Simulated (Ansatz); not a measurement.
A ladder of methods for SnH4 (SMILES [SnH4])

SnH4 has 5 atoms, charge 0, and is taken as a singlet. As SMILES, `[SnH4]`. The shape is that of a PBE0-D4/def2-TZVP optimisation.

```xyz
5

Sn    0.0000    0.0000    0.0000
H     0.8239   -0.8535    1.2229
H    -1.5636    0.4034    0.5431
H    -0.1168   -0.9746   -1.3925
H     0.8565    1.4246   -0.3736
```

Quantity: the energy change with the Sn1–H4 bond stretched from 1.704 to 2.130 Å, in eV. The values are calculated.

```json
{"level": "HF/STO-3G (restricted)", "kind": "Hartree–Fock", "program": "Ansatz", "value (eV)": "1.55", "less FCI/STO-3G": "+0.38"}
{"level": "BLYP/STO-3G (restricted)", "kind": "GGA", "program": "Ansatz", "value (eV)": "1.19", "less FCI/STO-3G": "+0.02"}
{"level": "PBE/STO-3G (restricted)", "kind": "GGA", "program": "Ansatz", "value (eV)": "1.19", "less FCI/STO-3G": "+0.02"}
{"level": "r2SCAN/STO-3G (restricted)", "kind": "meta-GGA", "program": "Ansatz", "value (eV)": "1.29", "less FCI/STO-3G": "+0.12"}
{"level": "PBE0/STO-3G (restricted)", "kind": "global hybrid", "program": "Ansatz", "value (eV)": "1.31", "less FCI/STO-3G": "+0.14"}
{"level": "HSE06/STO-3G (restricted)", "kind": "range-separated hybrid", "program": "Ansatz", "value (eV)": "1.30", "less FCI/STO-3G": "+0.13"}
{"level": "B2PLYP/STO-3G (restricted)", "kind": "double hybrid", "program": "Ansatz", "value (eV)": "1.33", "less FCI/STO-3G": "+0.16"}
{"level": "CCSDT(Q)/STO-3G (restricted)", "kind": "coupled cluster or CI", "program": "Ansatz", "value (eV)": "1.17", "less FCI/STO-3G": "0.00"}
{"level": "FCI/STO-3G", "kind": "exact in the basis", "program": "Ansatz", "value (eV)": "1.17", "less FCI/STO-3G": "0.00"}
```

FCI/STO-3G is exact within its basis and frozen core, so for wave-function methods in that basis the difference is their error; functionals converge differently with the basis, so for them it is only a difference. All-electron rows without a relativistic Hamiltonian named are non-relativistic. The first shape isn't each level's own minimum. The values span 1.17 to 1.55 eV. All rows use very small basis sets, so even the best lies far from the true value. In the correlated wave-function rows the outer d shell of Sn is correlated, in sets not made for it.

Stretching one Sn–H bond costs 1.55 eV at the Hartree–Fock level but only 1.17 eV with full correlation, so correlation stabilises the stretched geometry more than the starting one. As the overlap between the tin sp-type hybrid and hydrogen 1s weakens, the σ and σ* levels approach each other and left–right correlation grows. A restricted single determinant can't describe this, because it keeps too much ionic character in the bond pair. CCSDT(Q) reproduces the FCI value to the printed precision, as expected for a single bond still well short of breaking.

Among the functionals, BLYP and PBE give the lowest cost and the hybrids a higher one, probably because semilocal exchange mimics some left–right correlation that exact exchange removes. Exact exchange isn't the whole story, however: r2SCAN contains none, yet lies almost level with PBE0 and HSE06. The near-coincidence of those two hybrids suggests that long-range exchange matters little for so local a distortion. The ranking at this one elongation needn't persist towards dissociation.
